# Squeezing a layered crystal without letting it change shape

Changing the cell volume of layered boron nitride by one percent at fixed shape changes the pressure by about 2 to 3 GPa. Starting from the energy minimum, the same change costs less than 1 meV per atom. The electric field gradient at a nucleus is of the order of $10^{21}$ V/m².

## The question

The table follows layered boron nitride through eight volumes. All cell edges are scaled together, so bond lengths and layer distances change by the same factor and all angles stay fixed. V/V(given) is the volume relative to the measured cell, and the largest Vzz is the strongest field gradient found at any nucleus. The k-point mesh is the same in every row.

Ansatz 0.2.0, PBE, scalar-relativistic, no spin: BN (P6_3/mmc, 4 atoms), measured cell (COD) scaled at fixed shape, 11 × 11 × 4 k points, smearing 0.02 eV. LAPW has a basis error of 1 meV/atom, all-electron PAW has datasets and cutoff made for each cell, and PAW is frozen-core at 420 eV. Pressure is positive in compression; Vzz is the field gradient of largest size at any nucleus.

```tsv
V/V(given)	volume (Å³/atom)	pressure, LAPW (GPa)	energy above the lowest row, LAPW (meV/atom)	largest Vzz, all-electron PAW (1e21 V/m^2)	largest Vzz, PAW (1e21 V/m^2)
0.9400	8.50	20.38	40.0	3.01	2.94
0.9600	8.68	14.15	20.5	2.97	2.90
0.9800	8.86	8.47	7.8	2.94	2.86
0.9900	8.95	5.82	3.8	2.92	2.84
1.0100	9.13	0.87	0.0	2.88	2.80
1.0200	9.22	-1.45	0.2	2.86	2.78
1.0400	9.40	-5.77	4.3	2.83	2.74
1.0600	9.59	-9.72	13.1	2.79	2.71
```

Further data from the same calculations:

- Between the first row and the last, the stress within the sheets runs from 28.7 to −15.7 GPa and the stress along the stacking axis c from 3.8 to 2.15 GPa. Compression is positive.
- The largest gradient belongs to boron in the two rows for which values at each nucleus are at hand. In these rows, 0.96 and 1.04, nitrogen has +0.23 and −0.54 in the units of the table.
- A spring law for the B–N bond, fitted by least squares to all eight pressures, gives a force constant of about 40 eV/Å².

**(a)** Which part of the crystal sets the trend of the pressure?

**(b)** Equal volume steps change the pressure less and less as the cell grows. Explain this and estimate the size of the effect.

**(c)** The rows 1.01 and 1.02 differ by only 0.2 meV/atom. Is their order meaningful?

**(d)** Why does the largest gradient change so little, while that of nitrogen changes sign?

## Model answer

### (a) The sheets set the trend

The pressure is the mean of three stresses, two within the sheet and one along c:

$$P=\frac{2\sigma_{\text{sheet}}+\sigma_c}{3}.$$

The sheet stress changes by 44.3 GPa over the series. Two thirds of that is 29.5 GPa, out of a total pressure change of 30.1 GPa. The sheets thus supply 98 % of the trend, although the layer distance is scaled by the same factor as the bonds.

The reason is the usual one for layered solids. Each boron atom is held by three strong covalent bonds within its sheet, whereas neighbouring sheets interact weakly. A four percent change in length therefore meets strong resistance in the plane and little along c.

### (b) A stretched bond is a softer bond

Each boron has three bonds and each bond is shared by two atoms, which makes 1.5 bonds per atom. Let $\varphi(r)$ be the energy of one bond of length $r$, and $V$ the volume per atom. At fixed shape $r$ grows as $V^{1/3}$, so that $dr/dV=r/3V$ and

$$P=-\frac{d(1.5\,\varphi)}{dV}=-\frac{r}{2V}\,\frac{d\varphi}{dr}.$$

The stiffness is $B=-V\,dP/dV$. Differentiating once more shows how it changes with pressure around the bond length $r_0$ at which the bond is free of force:

$$\frac{dB}{dP}=1-\frac{r_0}{3}\,\frac{\varphi'''}{\varphi''}.$$

For a perfect spring $\varphi'''$ is zero and the slope is 1. This part is pure geometry: the same spring acts in a larger cell. A real bond adds to it, because repulsion rises steeply when the atoms are pushed together, while the restoring force grows more and more slowly when they are pulled apart. The Morse curve describes this asymmetry:

$$\varphi=D\left[1-e^{-a(r-r_0)}\right]^2,\qquad k=2Da^2,\qquad \frac{dB}{dP}=1+a\,r_0.$$

Here $k$ is the force constant, $D$ the bond energy and $a$ sets how narrow the well is. A rough recalled cohesive energy of 14 eV per BN pair, spread over three bonds, gives $D\approx4.7$ eV. The estimate then runs as follows:

$$a=\sqrt{\frac{40}{2\times4.7}}\approx2.1\ \text{Å}^{-1},\qquad \frac{dB}{dP}\approx1+2.1\times1.45\approx4.$$

From the middle of the first volume step to the middle of the last, the pressure falls by 25 GPa. The stiffness should therefore drop by about 100 GPa; a perfect spring would give only 25 GPa. The pressures in the table give 296 GPa for the first step and 207 GPa for the last, a drop of 89 GPa. The bond must soften as it stretches, and the Morse estimate has the right size, though it is somewhat too large.

### (c) The order is meaningful, because the pressure confirms it

The slope of the energy with volume is the negative pressure. Between the two rows the pressure goes from 0.87 to −1.45 GPa, with a mean of −0.29 GPa, while the volume grows by 0.09 Å³ per atom. With 160 GPa to one eV/Å³, the energy should rise by

$$\frac{0.29\times0.09}{160}\ \text{eV}\approx0.16\ \text{meV per atom},$$

which agrees with the tabulated 0.2 meV.

The pressure passes through zero at a relative volume of 1.014. This lies slightly closer to 1.01 than to 1.02, so the row 1.01 is the lower one. The two rows sit on either side of a flat minimum, and their small difference needs no cause of its own.

### (d) The gradient is made close to the nucleus

Suppose first that the gradient came from fixed point charges on the lattice sites. A charge at distance $d$ contributes in proportion to $1/d^3$, so uniform scaling would make every gradient follow $1/V$. The largest gradient would then fall by 11 % over the series, but it falls by 7 %. Nitrogen settles the matter, since a factor $1/V$ can never change a sign.

The standard picture looks instead at the p electrons of the atom itself. Electrons in the plane of the sheet make the gradient along c positive, and electrons in the p orbital that points along c make it negative. Boron has three bonds in the plane and a poorly filled p orbital along c, hence a large positive gradient. This imbalance belongs to the bonding pattern, which is the same at every volume, so the gradient changes only modestly.

In nitrogen the orbital along c is well filled and nearly balances the charge in the plane. What remains is a small difference between two large contributions, and a slight shift of charge can reverse it. Nitrogen's p shell is also more compact than boron's, so that the same shift of charge produces a larger change in gradient. This fits the values at the nuclei: from 0.96 to 1.04 nitrogen changes by −0.77 and boron by −0.14, in units of $10^{21}$ V/m².

## Remarks on the reasoning

**On (a): zero pressure is not the same as a relaxed crystal.** Where the mean pressure vanishes, the sheets are still under a tension of 1.3 GPa and the stack still pushes outwards along c with 2.7 GPa. The two cancel only in the average. The outward push is present in every row. A likely reason is that PBE lacks the dispersion attraction that holds the layers together, but no calculation with dispersion is at hand to confirm it.

This matters for anyone who wants a compressibility. The stiffness near zero pressure, roughly 240 GPa, applies to a cell whose shape is held. Under real hydrostatic pressure layered boron nitride shrinks mainly along c and yields far more easily. A series with the shape relaxed at each volume should therefore show a much flatter pressure curve. It would need a method that includes dispersion, since PBE alone is expected to place the layers much too far apart. Cubic boron nitride has strong bonds in all directions and no such soft axis.

**On (b): how far the Morse curve can be trusted.** The force constant came from the same eight pressures, so the estimate is a test of consistency and not a forecast. A fuller comparison fits both bond laws to all eight rows, each with two adjustable constants, while $a$ is kept at the value derived above. The spring misses the pressures by 0.44 GPa (root mean square) and the Morse curve by 0.06 GPa. From the first step to the last, the stiffness $B$ of the crystal falls by 9 % with the spring and by 33 % with the Morse curve, against 30 % in the table.

This shows that the asymmetry of the bond is needed. It doesn't single out the Morse form, since another curve with a similar asymmetry would do as well. The model also has no separate term for the forces between layers, so its force constant absorbs their small share.

**On (c): a small difference can be sound.** The stated basis error of 1 meV/atom is larger than the difference under discussion, and a careful candidate will hesitate here. Such errors are nearly equal at neighbouring volumes and largely cancel. The energy step obtained from the pressures supports this. So do the total energies from all-electron PAW and frozen-core PAW in the same two cells: both put the row 1.01 lower, by 0.17 meV/atom.

**On (d): what is shown and what is argued.** The failure of the $1/V$ law follows directly from the numbers. The account in terms of p orbitals is established chemistry, but the calculation gives no separate charges for the orbitals along c and in the plane. On compression both nuclei move towards a more positive gradient, as if charge were gathering in the plane. These runs don't separate the shorter bonds from the closer layers, because the two change together. The bonds are expected to carry most of the change. Shortening them draws the in-plane bonding electrons closer to each nucleus, which gives this sign at both atoms, and the small stress along c shows how weakly the layers act on each other. A series with fixed sheets and a varied layer distance would test this.

Cubic boron nitride makes a useful contrast here too. Each of its atoms has four equivalent neighbours at the corners of a tetrahedron, and by symmetry the gradient vanishes at every volume. The large value at boron is thus a mark of the flat, threefold surroundings.

The choice of method shifts the gradient without altering its trend. Frozen-core PAW gives values 0.07 to 0.09 lower than all-electron PAW, about 2 to 3 % of the latter. The two differ in their datasets and cutoffs as well as in the treatment of the core, so the shift can't be assigned to one of these. For changes with volume either column serves, but a comparison of absolute values should stay within one of them.
